# Margin comments on the binary nucleation rate of Reiss and Stauffer

**1. Conventions.** A cluster holds $n_A$ and $n_B$ molecules; below, A is water and B is ethanol. $\Delta G(n_A,n_B)$ is the work of formation and $N_{eq}\propto e^{-\Delta G/kT}$ the constrained equilibrium density per lattice point $(n_A,n_B)$, in cm$^{-3}$; a star marks the saddle. $H_{ij}=\partial^2\Delta G/\partial n_i\partial n_j$ is the full Hessian there (no factor $1/2$), $h=H/kT$, and $d=|\det h|$. Only monomers attach, so $R=\mathrm{diag}(R_{AA},R_{BB})$ in s$^{-1}$, and $\rho=R_{BB}/R_{AA}$. Angles count from the $n_A$ axis. The result is

$$J=\frac{\kappa\,kT\,N_{eq}^*}{\sqrt{|\det H|}}=\frac{\kappa N_{eq}^*}{\sqrt d},$$

where $-\kappa kT$ is the negative eigenvalue of $RH$, and the flux runs along its eigenvector.

**2. The skipped derivation.** Put $f=N_{eq}\,y$. The flux is $\mathbf j=-N_{eq}R\nabla y$, with $y\to1$ on the small side and $y\to0$ on the large side. Near the saddle $N_{eq}=N_{eq}^*e^{-\delta^Th\delta/2}$, with $\delta=\mathbf n-\mathbf n^*$, and $R$ is constant. Try $y=y(u)$, $u=\mathbf b\cdot\delta$, $\mathbf b^TR\mathbf b=1$. Then $\nabla\cdot\mathbf j=0$ reads $y''-(\delta^ThR\mathbf b)\,y'=0$. This closes in $u$ only if $hR\mathbf b=-\kappa\mathbf b$, and the two boundary values need $\kappa>0$. Hence $y'=-\sqrt{\kappa/2\pi}\,e^{-\kappa u^2/2}$ and

$$\mathbf j=N_{eq}^*\,\mathbf e\sqrt{\kappa/2\pi}\;e^{-\delta^TM\delta/2},\qquad \mathbf e=R\mathbf b,\quad M=h+\kappa\,\mathbf b\mathbf b^T.$$

Multiplying the eigenvalue condition by $R$ gives $Rh\,\mathbf e=-\kappa\mathbf e$. Also $M\mathbf e=-\kappa\mathbf b+\kappa\mathbf b=0$: the flux is a straight stream with a Gaussian profile, $M=\mu\,\mathbf m\mathbf m^T$ with $\mathbf m$ the unit normal to $\mathbf e$. A difference of two dyads has $\det h=-\mu\kappa(\mathbf m\times\mathbf b)^2$, and $|\mathbf m\times\mathbf b|=\mathbf b\cdot\mathbf e/|\mathbf e|=1/|\mathbf e|$, so $\mu=d|\mathbf e|^2/\kappa$. The integral across the stream is $N_{eq}^*|\mathbf e|\sqrt{\kappa/\mu}=N_{eq}^*\kappa/\sqrt d$.

**3. Dimensional analysis leaves one number.** $J/N_{eq}^*$ is a frequency, so it is of degree one in $R$. It is of degree zero in $H$, because the Zeldovich factor $\sqrt{\text{curvature}/2\pi kT}$ along the path meets the width $\sqrt{2\pi kT/\text{curvature}}$ across it. So $kT$ drops out, which is special to two components; for $m$ components a factor $(2\pi)^{m/2-1}$ and a net degree $1-m/2$ in $h$ remain. The axes can also be rescaled, $n_i\to n_i/\sqrt{R_{ii}}$, which makes the kinetics isotropic. The eigenvalue obeys $\kappa^2+T\kappa-R_{AA}R_{BB}d=0$ with $T=R_{AA}h_{AA}+R_{BB}h_{BB}$, and therefore

$$J=N_{eq}^*\sqrt{R_{AA}R_{BB}}\;\Phi,\qquad \Phi=\sqrt{1+\tau^2}-\tau,\qquad \tau=\frac{h_{AA}\rho^{-1/2}+h_{BB}\rho^{1/2}}{2\sqrt d}.$$

The three regimes are
- $|\tau|\ll1$: $\Phi=1-\tau+\tau^2/2$, the geometric mean of the two rates;
- $\tau\gg1$: $\Phi=(2\tau)^{-1}[1-1/4\tau^2]$, so $\kappa\to R_{AA}R_{BB}d/T$;
- $\tau\ll-1$: $\Phi=2|\tau|[1+1/4\tau^2]$, so $\kappa\to|T|$.

The crossovers lie at $|\tau|\approx1$. For $h_{AB}<0$, the first row of the eigenvector equation gives Stauffer's angle,

$$\tan\phi=\frac{j_B}{j_A}=s+\sqrt{s^2+\rho},\qquad s=\frac{h_{AA}-\rho h_{BB}}{2|h_{AB}|}.$$

**4. Reiss (1950) is a lower bound to Stauffer (1976).** The eigenproblem can be written $h\mathbf e=-\kappa R^{-1}\mathbf e$ with $R^{-1}$ positive definite, so $\kappa$ is the maximum of a Rayleigh quotient:

$$\kappa=\max_{\mathbf e}\frac{-\mathbf e^Th\,\mathbf e}{\mathbf e^TR^{-1}\mathbf e}.$$

Let $h$ have eigenvalues $-k$ and $p$, with steepest descent at the angle $\theta$. That direction as trial vector gives the rate of Reiss,

$$J_R=N_{eq}^*\sqrt{k/p}\;\frac{R_{AA}R_{BB}}{R_{AA}\sin^2\theta+R_{BB}\cos^2\theta}\le J.$$

Equality needs $R\mathbf e\parallel\mathbf e$ for this vector, that is $(R_{AA}-R_{BB})\sin\theta\cos\theta=0$. So the flux follows steepest descent if $R_{AA}=R_{BB}$, or else if $h_{AB}=0$, when the descent lies along an axis. A stationary quotient makes the loss second order. Tilting the trial vector by $t$ changes the quotient by the relative amount $-(1+p/k)t^2-2t(1-\rho)\sin\theta\cos\theta$ near $\rho=1$, and the maximum over $t$ is

$$J/J_R-1\simeq(1-\rho)^2\sin^2\theta\cos^2\theta\;\frac{k}{k+p}.$$

**5. Slow B: the sign of $h_{AA}$ decides.** Use $h_{AA}h_{BB}+d=h_{AB}^2$ and expand the quadratic for $\rho\to0$.

*Valley, $h_{AA}>0$.*
$$\kappa=R_{BB}\frac{d}{h_{AA}}\Big[1-\frac{\rho}{\rho_c}\Big],\qquad \tan\phi=\frac{h_{AA}}{|h_{AB}|}+\frac{\rho\,d}{h_{AA}|h_{AB}|},\qquad\rho_c=\frac{h_{AA}^2}{h_{AB}^2}.$$
The fast variable relaxes to the valley floor $\partial\Delta G/\partial n_A=0$, along which the curvature in $n_B$ is $h_{BB}-h_{AB}^2/h_{AA}=\det h/h_{AA}<0$. The rate is one-dimensional, $J=R_{BB}\sqrt{d/2\pi h_{AA}}\;\cdot N_{eq}^*\sqrt{2\pi/h_{AA}}$: a Zeldovich factor times the density summed over $n_A$. The flux does not turn into the A axis, however slow B is. Since $h_{AA}=p\sin^2\theta-k\cos^2\theta$, the ratio $J/J_R$ tends to the constant $[1-(k/p)\cot^2\theta]^{-1}$.

*Ridge, $h_{AA}<0$.*
$$\kappa=R_{AA}|h_{AA}|\Big[1+\frac{\rho}{\rho_c}\Big],\qquad\tan\phi\simeq\rho\,\frac{|h_{AB}|}{|h_{AA}|}.$$
Now $J=R_{AA}\sqrt{|h_{AA}|/2\pi}\;\cdot N_{eq}^*\sqrt{2\pi|h_{AA}|/d}$, a sum of crossings along A, one for each frozen $n_B$. The combination $\det h/h_{AA}$ is positive here and is the curvature along the crest, not a barrier curvature. The fast species sets the rate, and $J/J_R$ grows as $1/\rho$.

*Marginal, $h_{AA}=0$.* $\kappa=R_{AA}[\sqrt\rho\,|h_{AB}|-\rho h_{BB}/2]$. This square-root law also holds for small $h_{AA}$ in the window $\rho_c\ll\rho\ll h_{AB}^2/h_{BB}^2$.

For $\rho\to\infty$ exchange A and B; the crossover is at $\rho_c'=h_{AB}^2/h_{BB}^2$.

**6. The capillary Hessian is two dyads.** Take $n=n_A+n_B$, $x=n_B/n$, constant molecular volumes $v_i$, a constant surface tension $\gamma$, vapour activities $a_i=p_i/p_i^{sat}$, and a regular solution:

$$\frac{\Delta G}{kT}=-\sum_i n_i\ln a_i+n\,g(x)+\frac{\gamma A}{kT},\qquad g=x\ln x+(1-x)\ln(1-x)+w\,x(1-x).$$

Here $A\propto V^{2/3}$ and $V=n\bar v$, $\bar v=(1-x)v_A+xv_B$. The bulk terms are of degree one in $n_i$ and the surface term of degree $2/3$, so Euler's theorem gives the barrier $\omega=\Delta G^*/kT=\gamma A^*/3kT$. With $u_i=v_i/\bar v$ the saddle conditions are $\ln a_A=\ln(1-x)+wx^2+2\omega u_A/n$ and $\ln a_B=\ln x+w(1-x)^2+2\omega u_B/n$, and

$$K\equiv n^2h=\alpha\,\mathbf a\mathbf a^T-\beta\,\mathbf u\mathbf u^T,\qquad \mathbf a=(x,\,x-1),\quad\alpha=ng'',\quad\beta=\tfrac23\omega,$$

with $g''=1/x(1-x)-2w$. Because $xu_B+(1-x)u_A=1$, $\det K=-\alpha\beta$ exactly. For $g''>0$, $K_{AB}=-\alpha x(1-x)-\beta u_Au_B$ is negative, so both species grow along the flux, and in this model steepest descent needs $\rho=1$.

**7. Stiff and soft composition.** Let $\epsilon=\beta/\alpha=2\omega/3ng''$, $P=R_{AA}x^2+R_{BB}(1-x)^2$, $Q=R_{AA}u_A^2+R_{BB}u_B^2$, $C=R_{AA}xu_A-R_{BB}(1-x)u_B$. Then $n^2T=\alpha P-\beta Q$, and Lagrange's identity gives $PQ-R_{AA}R_{BB}=C^2$.

For $\epsilon\to0$,
$$n^2\kappa=\frac{\beta}{(1-x)^2/R_{AA}+x^2/R_{BB}}\Big[1+\epsilon\frac{C^2}{P^2}\Big].$$
The cluster grows at fixed composition and the two attachment resistances add in series. At fixed $\gamma$, $\omega\propto n^{2/3}$, so $\epsilon\propto n^{-1/3}$: this is the large-cluster limit, and it is approached slowly. With $R\propto n^{2/3}$ at fixed pressures, $J/N_{eq}^*\propto n^{2/3}\sqrt\epsilon\propto n^{1/2}$, which is the growth of the composition width alone.

For $\epsilon\to\infty$, $n^2\kappa=\beta Q\,[1-C^2/\epsilon Q^2]$, and $J\propto\sqrt\epsilon\propto(g'')^{-1/2}$ diverges at the spinodal, $w=2$ for $x=1/2$. The divergence belongs to the Gaussian. At $x=1/2$, $g''''=32$, the quartic term is $\tfrac43n\,\delta x^4$, and its mean over a Gaussian of variance $1/ng''$ is $4/ng''^2$. As an estimate at fixed $n$, the saddle formula ends near $g''=2/\sqrt n$.

**8. A model point for water–ethanol at 260 K.** Approximate inputs: $v_A=0.030$ nm$^3$, $v_B=0.094$ nm$^3$, $p_A^{sat}=220$ Pa, $p_B^{sat}=600$ Pa, masses 18.02 u and 46.07 u, $w=1.2$. The saddle is chosen: $x=0.5$, $n=90$, $\omega=45$. Then $V=5.58$ nm$^3$, $r=1.10$ nm, $A=15.2$ nm$^2$, $\gamma=31.9$ mN/m, $u_A=0.484$, $u_B=1.516$, $a_A=1.09$, $a_B=3.07$, $p_A=241$ Pa and $p_B=1.84$ kPa. With unit sticking, $R_{ii}=p_iA/\sqrt{2\pi m_ikT}$ gives $R_{AA}=1.41\times10^8$ s$^{-1}$, $R_{BB}=6.76\times10^8$ s$^{-1}$ and $\rho=4.79$. Ethanol is the fast species although it is the heavier, because its vapour is denser.

Here $g''=1.6$, $\alpha=144$, $\beta=30$, $\epsilon=0.208$, and

$$K_{AA}=28.98,\quad K_{BB}=-32.96,\quad K_{AB}=-58.01,\quad\sqrt{|\det K|}=65.73.$$

The eigenvalues of $K$ are $-67.7$ and $63.8$, and $\theta=59.0^\circ$, against $45^\circ$ for growth at fixed composition. The opposite signs of the diagonal entries mean that slow ethanol would give the valley case and slow water the ridge case. The table varies $\rho$ at fixed $K$, as a change of sticking coefficients would. Its digits are those of the quadratic model.

| $\rho$ | $J/N_{eq}^*R_{AA}$ | $J_R/N_{eq}^*R_{AA}$ | $J/J_R$ | $\phi$ (deg) |
|---|---|---|---|---|
| 0.01 | 0.0218 | 0.0140 | 1.56 | 27.7 |
| 0.1 | 0.176 | 0.135 | 1.30 | 35.0 |
| 1 | 1.03 | 1.03 | 1 | 59.0 |
| 4.79 | 3.38 | 2.47 | 1.37 | 77.0 |
| 10 | 6.19 | 3.05 | 2.03 | 82.4 |
| 100 | 51.6 | 3.79 | 13.6 | 89.0 |

The valley limit is $2.27\,\rho$ with $\rho_c=0.250$, limiting angle $26.5^\circ$ and limiting ratio $1.62$. The ridge limit is $0.501\,\rho$ with $\rho_c'=3.10$. $\tau$ vanishes at $\rho=0.879$, and near $\rho=1$ the coefficient of $(1-\rho)^2$ in $J/J_R$ is $0.100$.

The kinetic-theory point $\rho=4.79$ has $\tau=-0.448$ and $\Phi=1.54$. It sits in the crossover, and neither the ridge nor the stiff-composition expansion serves: the ridge limit gives $2.40$ and, with its correction, $3.95$, on either side of $3.38$. The fixed-composition limit gives $1.51$, and its correction $\epsilon C^2/P^2=1.14$ exceeds unity although $\epsilon$ looks small, because $C^2/P^2=5.48$. At fixed $\rho$, $x$ and $\gamma$ that correction falls to $0.1$ only at $n\approx1.3\times10^5$. The spinodal, by contrast, is far: $4/ng''^2=0.017$, and the cut-off $g''=2/\sqrt n$ would need $w=1.89$. The barrier region is crossed in $1/\kappa=0.26$ µs, from $\kappa=3.87\times10^6$ s$^{-1}$.

**9. The valley case is a narrow window.** $K_{AA}>0$ needs $ng''x^2>\tfrac23\omega u_A^2$, and $K_{BB}>0$ needs $ng''(1-x)^2>\tfrac23\omega u_B^2$. Holding $n=90$ and $\omega=45$ while $x$ moves, the first holds for $x>0.21$ and the second for $x<0.29$. Only between these does the model give a valley for either slow species. The two limits of comment 5 are also not free choices. Lowering $a_B$ lowers $\rho$ and $x$ together, so trace ethanol leads to $\rho\to0$ with $h_{AA}<0$, the ridge case. The valley limit needs a species that is scarce in the vapour yet abundant in the nucleus.

**10. The unary limit is missed.** For $x\to0$, $\alpha\to n/x$, $|K_{AA}|\to\beta$ and

$$J\to R_{AA}\,\frac1n\sqrt{\frac{\omega}{3\pi}}\;\cdot N_{eq}^*\sqrt{2\pi\lambda},\qquad\lambda=n_B^*.$$

The first factors are the unary rate constant and Zeldovich factor. The last stands for a sum over the integers $n_B=m$. In the dilute limit the crest height is $m\ln(m/\lambda)-m$ relative to $m=0$, so the sum is $1+\sum_{m\ge1}(e\lambda/m)^m$ and its Gaussian estimate is $e^\lambda\sqrt{2\pi\lambda}$. At $\lambda=1$ these are $6.58$ and $6.81$; at $\lambda=0.1$ they are $1.29$ and $0.876$. As $\lambda\to0$ the sum tends to 1 and the estimate to 0. The factor $\sqrt{2\pi\lambda}$ falls below unity at $\lambda=1/2\pi=0.16$, and below roughly one solute molecule per nucleus the sum must replace the Gaussian.

**11. The ridge limit has an end.** It assumes that each channel of frozen slow coordinate is fed by an equilibrium population on the small side. Trinkaus (1983) showed that a strongly anisotropic flux can instead cross the ridge away from the saddle. An estimate for the model with slow water runs as follows. In the channel $n_A=45$, $\Delta G$ has a local minimum at $n_B=9.4$, only $2.0\,kT$ below the saddle, with curvature $h_w=0.029$. Kramers' formula, rough for so low a barrier, gives the leak rate $k_e=R_{BB}\sqrt{h_w|h_{BB}|}\,e^{-2.0}/2\pi=2.3\times10^{-4}R_{BB}$. The floor of this well rises by $\sigma=0.41\,kT$ per added water, and the crest has the width $\delta_A=\sqrt{|h_{BB}|/d}=7.9$ molecules. Along the floor $y''-\sigma y'=(k_e/R_{AA})\,y$ with $\sigma$ in units of $kT$, so the depletion of $y$ is of order $k_e\delta_A/\sigma R_{AA}$, which reaches unity at $\rho\approx2\times10^2$. The row $\rho=100$ of the table thus overstates the rate by an amount of order unity, while $\rho=4.79$ lies well inside the saddle regime.

**12. What was dropped, and how large it is.** The quadratic region spans about $n/\sqrt{67.7}=11$ molecules along the descent, and anharmonic terms and the variation of $R$ correct the prefactor at relative order $1/\omega=0.022$, a few per cent. The constant $\gamma$ is a much worse neglect. If $\gamma$ were taken to depend on the overall $x$, the Hessian would gain $3\omega\gamma''/\gamma$ in $\alpha$ and terms of order $3\omega|\gamma'|/\gamma$ in all entries of $K$. With the illustrative $\gamma'=-10$ mN/m and $\gamma''=25$ mN/m these are $42$ and $106$, beside $\beta=30$ and $\alpha=144$. The $\gamma''$ term alone moves $\Phi$ from $1.54$ to $0.94$, more than the factor $1.37$ between the two theories. Nor is the cure to add such terms blindly: ethanol enriches the surface, and Wilemski (1984) showed that with the Gibbs adsorption equation the derivative of $\gamma$ leaves the saddle conditions, in which $x$ is then the interior composition. The signs of $K_{AA}$ and $K_{BB}$, and the window of comment 9, are properties of the model surface. The exponent outweighs all of this. At fixed activities $\omega\propto\gamma^3$, so one per cent in $\gamma$ changes $J$ by a factor $3.9$, and the factor $1.37$ is worth $0.23$ per cent in $\gamma$.

**13. The absolute rate.** Normalise with the total monomer density, one common convention among several: $N_{eq}^*=(N_A+N_B)e^{-\omega}$, with $N_A+N_B=5.81\times10^{17}$ cm$^{-3}$ for the ideal vapour, so $N_{eq}^*=1.66\times10^{-2}$ cm$^{-3}$. With $J/N_{eq}^*=4.77\times10^8$ s$^{-1}$ the model's rate is $J=7.9\times10^6$ cm$^{-3}$ s$^{-1}$. The values of $\omega$ and $n$, and through them $\gamma$, were chosen so that a rate near $10^7$ cm$^{-3}$ s$^{-1}$, typical of expansion-chamber work, falls at activities typical of this mixture at 260 K, so the number is no prediction; the price is a nucleus of 90 molecules, roughly two to three times the few tens typical of real water–ethanol nuclei under such conditions. At fixed $\omega$ a smaller $n$ raises $\epsilon$ as $1/n$, which makes $K_{BB}$ more negative and pushes the system further from fixed-composition growth towards the ridge case, where the choice of flux direction matters more.